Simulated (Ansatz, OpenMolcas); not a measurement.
# A ladder of methods for GeSiH4O2 (SMILES [OH][Ge][O][SiH3])

GeSiH4O2 has 8 atoms, charge 0, and is taken as a singlet. As SMILES, `[OH][Ge][O][SiH3]`. The coordinates come from a PBE0-D4/def2-TZVP relaxation. This is one conformer, not always the lowest.

| atom | x (Å) | y (Å) | z (Å) |
| --- | --- | --- | --- |
| O | 1.4101 | 2.5053 | 0.1495 |
| Ge | 1.6239 | 0.9026 | -0.5814 |
| O | 0.0843 | 0.2002 | 0.0310 |
| Si | -0.7151 | -1.2291 | -0.0566 |
| H | 0.5872 | 2.5773 | 0.6466 |
| H | -2.0460 | -1.0180 | -0.6825 |
| H | 0.0486 | -2.2147 | -0.8727 |
| H | -0.9008 | -1.7808 | 1.3103 |

Each level gives the energy change with the Si4–H6 bond stretched from 1.486 to 2.674 Å (eV). The values are calculated.

| level | kind | program | value (eV) | CPU time (all runs) |
| --- | --- | --- | --- | --- |
| PBE/def2-SVP (restricted) | GGA | OpenMolcas | 2.92 | 70 s |
| revPBE/def2-SVP (restricted) | GGA | OpenMolcas | 2.90 | 68 s |
| M06-L/def2-SVP (restricted) | meta-GGA | OpenMolcas | 3.24 | 1.7 min |
| r2SCAN/def2-SVP (restricted) | meta-GGA | Ansatz | 3.14 | 33 s |
| wB97M-V/def2-SVP (restricted) | range-separated hybrid | Ansatz | 3.37 | 3.1 min |
| B2PLYP/def2-SVP (restricted) | double hybrid | OpenMolcas | 3.30 | 58 s |
| PBE-QIDH/def2-SVP (restricted) | double hybrid | Ansatz | 3.50 | 27 s |
| CCSD/def2-SVP (restricted) | coupled cluster or CI | Ansatz | 3.18 | 58 s |

All-electron rows without a relativistic Hamiltonian named are non-relativistic. The first shape isn't each level's own minimum. The values span 2.90 to 3.50 eV. In the correlated wave-function rows the outer d shell of Ge is correlated, in sets not made for it. CPU times are rough (shared hosts, several kinds of processor and program).

Stretching the Si–H bond to 2.674 Å costs about 3 eV or more at most levels, with the two GGAs lowest (2.90 and 2.92 eV), the meta-GGAs above them and the three hybrid and double-hybrid rows highest, up to 3.50 eV for PBE-QIDH. CCSD, at 3.18 eV, falls between the two meta-GGAs.

The cost reflects the loss of overlap between the silicon hybrid orbital and hydrogen 1s. As the σ and σ* levels approach each other, the singlet takes on diradical character that a single closed-shell determinant describes poorly, since it retains too much ionic weight. Exact exchange probably exposes this error more fully, whereas semilocal exchange partly mimics the missing left-right correlation.

The closeness of r2SCAN to CCSD therefore doesn't establish its accuracy: CCSD lacks connected triples, which matter increasingly as the bond breaks. Nor are these values bond dissociation energies, because the silyl centre and the hydrogen atom still interact at the stretched distance.
